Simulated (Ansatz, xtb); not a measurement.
## Relative energy of two isomers of C5H8Si

Structure X is `C=CC1=C[SiH2]C1`, a singlet and structure Y is `C1=CC[SiH2]C=C1`, a singlet. Both are isolated molecules in the gas phase, relaxed with B3LYP-D3(BJ)/def2-SVP; the shapes shown needn't be the lowest conformers.

X (Å):

```xyz
14

C    -0.5676    2.0602   -0.5080
C    -1.0186    1.0436   -1.2602
C    -1.5016   -0.2235   -0.7208
C    -1.9728   -1.2998   -1.4136
C    -1.5639   -0.5761    0.7694
Si   -2.2712   -2.2500    0.1634
H    -0.5374    1.9886    0.5830
H    -0.2154    2.9922   -0.9570
H    -1.0381    1.1397   -2.3520
H    -2.0620   -1.3769   -2.4997
H    -3.6819   -2.5672    0.5395
H    -1.4444   -3.4680    0.4189
H    -2.2346    0.0759    1.3528
H    -0.5791   -0.5912    1.2646
```

Y (Å):

```xyz
14

C    -1.0698    1.2273    0.2408
C    -0.8634    0.9575   -1.0641
C    -1.3424   -0.2737   -1.7911
C    -2.1206   -0.9269    1.0024
C    -1.7527    0.3579    1.2097
Si   -1.7333   -1.7325   -0.6383
H    -0.7129    2.1860    0.6292
H    -0.3436    1.7119   -1.6660
H    -0.6206   -0.5648   -2.5722
H    -2.2688   -0.0146   -2.3414
H    -2.8837   -2.5260   -1.1640
H    -0.5705   -2.6678   -0.5181
H    -2.6031   -1.4660    1.8249
H    -1.9508    0.8191    2.1856
```

**Question.** Which of the two would you expect CCSD(T)/def2-SVP + ΔMP2/def2-TZVPP electronic energies to favour?

**Answer.** Structure Y; the calculation gives E(Y) − E(X) = −0.725 eV.

How the difference moves with the method:

```
                             level               geometry  E(Y) − E(X) (eV)  departure from the last row (eV)  job, with rough time for the two
                          GFN2-xTB               GFN2-xTB              −0.851                            −0.126              optimisation, 0.27 s
                         HF/STO-3G               GFN2-xTB              −1.462                            −0.737              single point, 0.98 s
                r2SCAN-D4/def2-SVP               GFN2-xTB              −0.855                            −0.130               single point, 7.2 s
             B3LYP-D3(BJ)/def2-SVP  B3LYP-D3(BJ)/def2-SVP              −0.844                            −0.119             optimisation, 2.9 min
                       HF/def2-SVP  B3LYP-D3(BJ)/def2-SVP              −0.810                            −0.086           part of the CCSD(T) run
                      MP2/def2-SVP  B3LYP-D3(BJ)/def2-SVP              −0.744                            −0.019           part of the CCSD(T) run
                  CCSD(T)/def2-SVP  B3LYP-D3(BJ)/def2-SVP              −0.763                            −0.038                      single point
CCSD(T)/def2-SVP + ΔMP2/def2-TZVPP  B3LYP-D3(BJ)/def2-SVP              −0.725                                               single point, 1.7 min
```

As drawn, both hold the same kinds of bond in the same numbers. Structure X has a 4-membered ring, Y a 6-membered ring.

None of the levels shown reverses the order. The largest departure from CCSD(T)/def2-SVP + ΔMP2/def2-TZVPP is that of HF/STO-3G, 0.737 eV. The last row adds to CCSD(T) the change of the MP2 difference between the two basis sets, here +0.038 eV.

With thermal terms from frequencies at re-optimised GFN2-xTB minima (ideal gas, soft modes damped towards free rotors, one conformer each, 298.15 K, 1 atm): on the last row, ΔE + ΔZPE = −0.684, ΔH = −0.699, ΔG = −0.672 eV.

The correlated steps freeze 10 core orbitals. Programs: Ansatz 0.2.0, xtb 6.7.1; the last row on 2 threads of Intel(R) Xeon(R) Processor @ 2.70GHz on a shared host.

The preference for Y is mainly a matter of ring strain. Both isomers are conjugated dienes with one vinylic and one allylic Si–C bond, so bond types largely cancel. In X, however, silicon and two sp² carbons are forced into a four-membered ring with angles far below their preferred values, whereas the six-membered ring of Y relieves most of this compression. X keeps an open s-trans diene while Y is tied to an s-cis one, which probably offsets a little of the gain; the energy difference is therefore not the strain energy of the silacyclobutene ring alone.

The matched bonding also explains why Hartree–Fock in the split-valence basis already lies close to the correlated results. The exaggerated preference in HF/STO-3G thus points to the minimal basis, which probably describes the bent ring bonds around silicon poorly. Entropy slightly favours X, as expected for a vinyl torsion that is locked into the ring in Y. The thermodynamic preference says nothing about how easily X would rearrange to Y.
